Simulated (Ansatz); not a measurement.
Abstraction of H: CH3FO + BH(OH) → CH2FO + BH2(OH)

Species: CH3FO `OCF`, singlet; BH(OH), doublet; CH2FO `[O]CF`, doublet; BH2(OH), singlet. A radical takes H: the energy is the difference in strength between the O–H bond broken and the B–H bond made.

Shapes, held fixed at every level: PBE0-D4/def2-TZVP. Flexible molecules stand in one conformer, not always the lowest. Programs: Ansatz 0.2.0. The zero-point and thermal change to 298 K, harmonic and unscaled (PBE0-D4/def2-TZVP), is -10.5 kJ/mol.

(1) Estimate ΔH(298 K) of this reaction.

Answers

(1) The highest level, CCSD(T)/CBS estimate, gives ΔH(298 K) = +4.3 kJ/mol; the levels span -45.8 to +29.9. They disagree on the sign: 2 of 8 are positive. The column of differences is taken from that level and isn't an error. No measured value is set beside it here. Open shells run unrestricted. The CBS estimate extrapolates MP2 from def2-TZVPP and def2-QZVPP and adds CCSD(T) − MP2 in the triple-zeta set, cores frozen.

```csv
level,kind,ΔH(298 K) (kJ/mol),less CCSD(T)/CBS estimate
MP2/def2-TZVPP,perturbation theory,+29.9,+25.6
HF/def2-SVP,Hartree–Fock,-45.8,-50.1
SPW92/def2-TZVPP,LDA,-0.8,-5.1
B3LYP-D4/def2-TZVPP,global hybrid,-18.0,-22.3
PBE0-D4/def2-TZVPP,global hybrid,-8.8,-13.1
r2SCAN0-D4/def2-TZVPP,global hybrid,-10.8,-15.1
CCSD/def2-TZVPP,coupled cluster or CI,-4.8,-9.1
CCSD(T)/CBS estimate,coupled cluster or CI,+4.3,0.0
```

Hydrogen transfer from the hydroxyl group of fluoromethanol to the boryl radical is close to thermoneutral: the best value, +4.3 kJ/mol, means that the O–H bond broken and the B–H bond made are almost equally strong. Neither radical gains much from delocalisation. The alkoxy radical keeps its spin largely on oxygen, while the boryl radical holds its electron in a σ-type orbital on boron. Donation from the hydroxyl oxygen into boron's empty p orbital is available both before and after the transfer, so it largely cancels. Exchanging a stiff O–H stretch for a softer B–H stretch lowers the zero-point energy, and the resulting shift of -10.5 kJ/mol is large enough to matter for the sign.

The spread from Hartree–Fock to MP2 probably reflects the greater correlation energy lost on breaking a bond to electron-rich oxygen, first omitted and then overestimated. The calculation supports near-equality of the two bond strengths, but not a firm sign for the enthalpy. Near-thermoneutrality also says nothing about how fast the hydrogen is transferred.
